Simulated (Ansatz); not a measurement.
**Ge (P6_3/mmc), a film clamped to a substrate**

Level of theory: DFT PBEsol, scalar-relativistic, plane waves, PAW in Ansatz. Settings: plane waves to 420 eV, k-mesh 12×12×8 (Γ-centred), Gaussian smearing 0.15 eV. No spin polarisation. Energies are free energies at this smearing, counted from the undisturbed cell; pressure is positive in compression.

Reference structure (relaxed at this level; this form isn't the usual structure):

```xyz
4
Lattice="3.7971 0.0000 0.0000 -1.8985 3.2883 0.0000 0.0000 0.0000 6.2493" Properties=species:S:1:pos:R:3 pbc="T T T"
Ge    0.0000    0.0000    0.4446
Ge    0.0000    0.0000    3.5693
Ge    0.0000    2.1922    5.1316
Ge    1.8985    1.0961    2.0070
```

The cell (4 atoms, V0 = 78.03 Å³) is strained by p along both x and y and by q along z, fractional coordinates fixed. τp = (1/V0) ∂E/∂p = (σxx + σyy)(1 + p)(1 + q) and τq = (1/V0) ∂E/∂q = σzz(1 + p)², with tension positive.

```csv
p,q,ΔE (meV/atom),τp (GPa),τq (GPa)
0.000,0.000,0.00,0.10,-0.04
-0.040,0.000,26.62,-11.76,-6.53
0.040,0.000,23.51,9.11,4.97
0.000,-0.040,12.16,-6.00,-5.22
0.000,0.040,10.32,5.63,3.95
```

Get the second derivatives of the energy density.

Central differences give A = ∂τp/∂p = 261 GPa (C11 + C22 + 2 C12), C = ∂τq/∂q = 115 GPa (C33) and the cross term B = ∂τq/∂p = 144 GPa (C13 + C23); ∂τp/∂q = 145 GPa must equal B, and any difference shows higher-order terms. Steps this large leave an error of some per cent of A or C in all of these, which can swamp a small B. The ions are clamped.

A film of this crystal grows with z along the normal on a substrate that imposes p. How does its thickness respond, and what does the misfit cost?

Count p and q from the stress-free cell. A free surface needs τq = 0, so q = −(B/C) p = -1.25 p. The energy density left is (A − B²/C) p²/2 = M p², with the biaxial modulus M = 40 GPa; a misfit of 1 % costs 0.49 meV/atom, against 1.59 meV/atom if the thickness were held.

In a metal these slopes depend on the k mesh and the smearing.

Cost: 25 runs of about 3.6 core-minutes in all, on Intel Xeon Platinum 8488C (Sapphire Rapids) (shared hosts).

Letting the thickness relax removes most of the misfit energy, because in-plane and normal strain are strongly coupled: the film thins by more than the imposed in-plane stretch, q = -1.25 p, though its volume still grows under tension. The geometry probably explains this. The shortest Ge-Ge contacts all run obliquely between adjacent layers, so in-plane stretching can be accommodated largely by tilting them towards the plane. Contacts of fixed length would demand still stronger thinning; resistance to changing the angles, and repulsion between atoms stacked along z, probably hold it back.

Clamping the ions costs nothing here. All atoms sit on positions fixed by symmetry, and both strains preserve that symmetry, so no internal relaxation could soften these moduli. The larger energy and stress in compression than in tension reflect the usual anharmonicity of steepening repulsion. The results support an elastic response to equal biaxial misfit, but they don't show that a substrate would stabilise this dense form against diamond-type Ge, or that it resists shear.
